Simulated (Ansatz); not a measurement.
Ta: energy above lowest point against volume scale

All results are calculated (Ansatz 0.2.0). Free energy against uniform scaling of the volume at fixed shape and fractions; periodic cell, basis, potentials, k mesh and filling as listed.

The cell before it is scaled or strained (space group Im-3m, No. 229):
```
CELL_PARAMETERS angstrom
-1.65130 1.65130 1.65130
1.65130 -1.65130 1.65130
1.65130 1.65130 -1.65130
ATOMIC_POSITIONS crystal
Ta 0.00000 0.00000 0.00000
```

Settings of every row: functional PBE; dispersion none; potentials all-electron LAPW; k mesh 12x12x12; k shift 0x0x0; occupations fermi dirac; smearing width 0.1 eV; spin none.

Limits: coarse k mesh, up to 40 meV an atom off; no spin-orbit coupling, which can matter with elements this heavy.

```csv
row,volume scale,V (Å³/atom),energy above lowest point (meV/atom)
1,0.94,16.93,65.2
2,0.96,17.291,33.8
3,0.98,17.651,13.1
4,1,18.011,2.1
5,1.02,18.371,0
6,1.04,18.731,?
7,1.06,19.092,19.4
```

Question: what energy above lowest point should row 6 give?

Worked fit of energy above lowest point. Take u = (V_r/V)^(2/3) − 1 with V_r = 17.831 Å³ an atom, which is twice the finite (Eulerian) strain; such expansions in the strain, on which the Birch-Murnaghan equation of state is built, carry the rest volume and the bulk modulus. The shown rows have u = 0.03517, 0.02071, 0.00679, -0.00667, -0.01969, -0.04453. Least squares give energy above lowest point = 6.45 + 813.9 × u + 24559 × u² − 5649 × u³ meV/atom; a parabola predicts inner rows, each left out in turn, worse (root mean square 0.11 against 0.027 meV/atom). All shown rows lie on it to the printed digit. Its lowest point lies at u = -0.0165, or V = 18.28 Å³ an atom, and the curvature there gives the bulk modulus at fixed shape and fractions, B = (4/9)(1 + u)² E″(u)/V = 187 GPa. The withheld row has u = -0.03229, so the fit gives 6.45 + 813.9 × (-0.03229) + 24559 × (-0.03229)² − 5649 × (-0.03229)³ = 6.0 meV/atom.

The calculation gave 6 meV/atom. The fit meets it to the printed digit.
